**Q:** When I deposit a film from single atoms, something has to pay for taking them out of the element first. Which column tells me that price?

**A:** The energy over elements does. It is the energy of one free atom less the energy per atom of the element in its standard state. For a solid element this is the cohesive energy, while for nitrogen it is half the bond energy of an N₂ molecule. The spin moment beside it counts the unpaired electrons of the free atom, one μB for each.

Single free atoms in a 15 × 15.5 × 16 Å box, calculated with Ansatz 0.2.0: plane-wave PAW, scalar-relativistic, collinear spin, PBE with D3(BJ) dispersion, 420 eV cutoff, Γ point only, Gaussian smearing of 0.005 eV, symmetry switched off. Energies over elements are extrapolated to zero smearing and refer to the elements' standard states with the same functional and dispersion.

| species | starting moment | energy over elements (eV/atom) | spin moment (μB) | level gap (eV) |
| --- | --- | --- | --- | --- |
| Al | 1 μB | 3.774 | 1.00 | 0.332 |
| B | 1 μB | 6.455 | 1.00 | 0.546 |
| C | 2 μB | 8.004 | 2.00 | 0.514 |
| N | 3 μB | 5.289 | 3.00 | 4.168 |
| Si | 2 μB | 4.867 | 2.00 | 0.242 |
| W | 4 μB | 9.080 | 6.00 | 1.559 |

**Q:** Then I am puzzled at once. Unpaired electrons make bonds, nitrogen has three of them and carbon only two. Why is nitrogen the cheaper atom?

**A:** Because the free atom does not yet show how many electrons will bond. Carbon starts with a filled 2s pair, two electrons in 2p orbitals and one 2p orbital empty. When bonds form, the 2s pair opens and one of its electrons uses the empty place, so that all four electrons can bond. Opening the pair costs energy, but two additional bonds repay it.

Nitrogen has no such empty place, since each of its 2p orbitals already holds an electron. Opening the 2s pair would only create a new pair in 2p, and no bond would be gained. Two of its five valence electrons therefore stay together as a lone pair, and three bond. That is standard valence chemistry, and it turns the order suggested by the spin moments around.

**Q:** Does the same count work for the others?

**A:** Boron and aluminium have three valence electrons and silicon has four, and all of them have empty p orbitals, so every valence electron can bond. The rule for these s–p elements is short. Up to four valence electrons, count the electrons; beyond four, count the places still free in the shell of eight. The number of bonds an atom can form thus peaks in carbon's column and falls on either side of it.

**Q:** How do I get from a count of electrons to an energy?

**A:** Start with the hydrogen molecule. Two atoms share one electron pair, so half a pair belongs to each atom, and freeing one atom costs half the bond energy. In the same way an atom with three bonding electrons owns one and a half pairs, and an atom with four owns two. The likeness ends with this bookkeeping, because hydrogen has no s pair to open and no lone pair to set aside.

Now take boron as the starting point and estimate carbon. Boron's 6.455 eV, divided by one and a half pairs, gives 4.303 eV per pair. If a pair were worth the same in carbon, two pairs would cost 2 × 4.303 = 8.61 eV. The calculation gives 8.004 eV, so the estimate is about 8% too high relative to the computed value.

**Q:** Was that luck?

**A:** The step from aluminium to silicon offers a second trial. The count asks for a ratio of four to three, or 1.33, and the computed ratio is 1.29. For boron and carbon it is 1.24. Nothing was fitted in either case: one element of each pair sets the value of a bond and the other tests it. The printed output after this text lists the energy per bonding pair for every row.

**Q:** By that logic nitrogen should cost as much as boron, with three bonding electrons each.

**A:** It should, and it doesn't. Nitrogen lies 1.17 eV below boron, so here the simple count overshoots by about a fifth. The count explains why nitrogen falls below carbon, but not how far it falls.

One thing it leaves out is how comfortable the free atom is. Electrons with parallel spins keep out of each other's way, which lowers their repulsion; this is the exchange energy. A free nitrogen atom has three parallel spins in its half-filled 2p shell, and it gives up that advantage when the spins pair in N₂. Free boron has only one unpaired electron and less of this kind to lose. This lowers nitrogen's price, but a second cost pulls the other way: boron must pay for opening its 2s pair, and nitrogen need not. In the two trials above, both elements open an s pair, so that cost falls on both sides.

The bonds differ as well. In solid boron a pair can be shared among more than two atoms, whereas in N₂ three pairs crowd between the same two. A pair need not be worth the same in both, and these numbers cannot say how much each effect contributes.

**Q:** Could the drop from carbon to nitrogen be an error of the functional?

**A:** The known error for nitrogen cannot cause it, since it acts the other way. Doubling nitrogen's value gives a bond energy of 10.58 eV for N₂, whereas the measured one, without zero-point motion, is roughly 9.9 eV. PBE binds this molecule too strongly, which is a known fault. A correction would make the free nitrogen atom cheaper still, by about a third of an eV. Carbon's value has an error of its own, which is not examined here, so the exact size of the drop stays open.

**Q:** Silicon has carbon's four bonding electrons, yet it costs far less. What has changed?

**A:** The number of bonding pairs is the same, but each pair binds less strongly. Silicon keeps 0.61 of carbon's energy, and aluminium keeps 0.58 of boron's. That the two fractions are so close suggests a common cause, which belongs to the row of the periodic table and not to the single element.

The accepted explanation, which this table does not test, lies in the inner shells. No p shell exists below 2p, so the 2p electrons of boron and carbon can sit close to the nucleus, about as far out as the 2s electrons. Such compact orbitals allow short bonds with strong overlap. The 3p electrons of aluminium and silicon must stay outside a filled 2p shell, so their orbitals are larger and more diffuse, and their bonds are longer and weaker.

**Q:** And tungsten, which costs most of all? It is heavier still.

**A:** Tungsten wins by number. It has six electrons in its 5d and 6s orbitals, and all of them can take part in bonding. In the metal the d orbitals spread into a band whose lower half binds the atoms and whose upper half loosens them. With about half of the band filled, tungsten uses nearly all the binding states and few of the others. Per pair its energy is only 3.03 eV, less than in carbon, but it has three pairs where carbon has two.

**Q:** The table says that the tungsten atom started at 4 μB and ended at 6 μB. Should that worry me?

**A:** It tells you which atom the energy refers to. The calculation ended with five electrons in 5d and one in 6s, all with parallel spins. The real atom's lowest level has four unpaired electrons and a filled 6s pair, and it is spin–orbit coupling that brings this level to the bottom. The calculation leaves that coupling out. The two levels lie only a few tenths of an eV apart, as a rough recalled figure, while tungsten leads carbon by 1.08 eV.

**Q:** Are the other atoms in their lowest states?

**A:** For boron and aluminium that is not certain. Both ended with a filled s pair and one p electron, as the real atoms have, so the electrons are in the right shells. But both runs carry a warning that the state may not be the lowest, and boron's moment is loosely converged. A lower state, for instance with the p electron in a slightly different orbital, would reduce the energy over the elements. The amount is not known here, though it is expected to be small. Both ratios in the two trials of the four-to-three count would then rise. Aluminium would remain the cheapest atom of the six, and boron would remain below carbon. Boron's lead over nitrogen, however, would shrink, and with it the shortfall that the simple count leaves for nitrogen.

**Q:** What about the level gap? Nitrogen and tungsten stand out there too.

**A:** The level gap is the distance between the highest filled and the lowest empty orbital, and the column holds two different kinds. In nitrogen and tungsten the filled orbital has one spin and the empty one the other. Their half-filled shells have no room left for another electron of the same spin, so the gap is wide. It marks the two atoms with the most parallel spins, which are expected to give up the most exchange energy on bonding.

In the other four atoms the gap separates filled and empty p orbitals of the same spin. In a real free atom these orbitals have equal energy. The calculation splits them because it must place the electrons in particular p orbitals, which makes the atom's charge cloud lopsided. These small gaps are therefore artefacts, and none of the six values should be read as an excitation energy.

**Q:** What does this mean for the films in a device?

**A:** It shows where the energy has to go in. Tungsten, used for contacts and interconnects, holds its atoms firmly and is hard to evaporate, whereas aluminium gives up its atoms much more readily. Nitrogen looks cheap per atom, but its bond must be broken as a whole, and that frees two atoms at once. This is why nitriding a gate dielectric usually calls for a plasma or for a more reactive gas such as ammonia.

Numerical output:

```
Sharing the energy over bonding pairs and the two kinds of gap:
  row  bonding electrons per atom  energy per bonding pair in eV  gap within spin up in eV  level gap in eV
   Al                           3                          2.516                    0.3317            0.332
    B                           3                          4.303                    0.5458            0.546
    C                           4                          4.002                    0.5137            0.514
    N                           3                          3.526                      7.95            4.168
   Si                           4                          2.433                    0.2422            0.242
    W                           6                          3.027                     2.676            1.559
Rise from B to C in eV per atom: 1.549
Rise from Al to Si in eV per atom: 1.093
Ratio C to B: 1.24
Ratio Si to Al: 1.29
Ratio of bonding electrons four to three: 1.333
Fall from B to Al in eV per atom: 2.681
Fall from C to Si in eV per atom: 3.137
Ratio Al to B: 0.5847
Ratio Si to C: 0.6081
Drop from C to N in eV per atom: 2.715
N below B in eV per atom: 1.166
Bond energy of one N2 molecule in eV: 10.58
Rough excess of the computed N2 bond energy over the recalled 9.9 eV in eV: 0.678
W above C in eV per atom: 1.076
Ratio W to C: 1.134
Final spin moment of the W atom in Bohr magnetons: 6
```
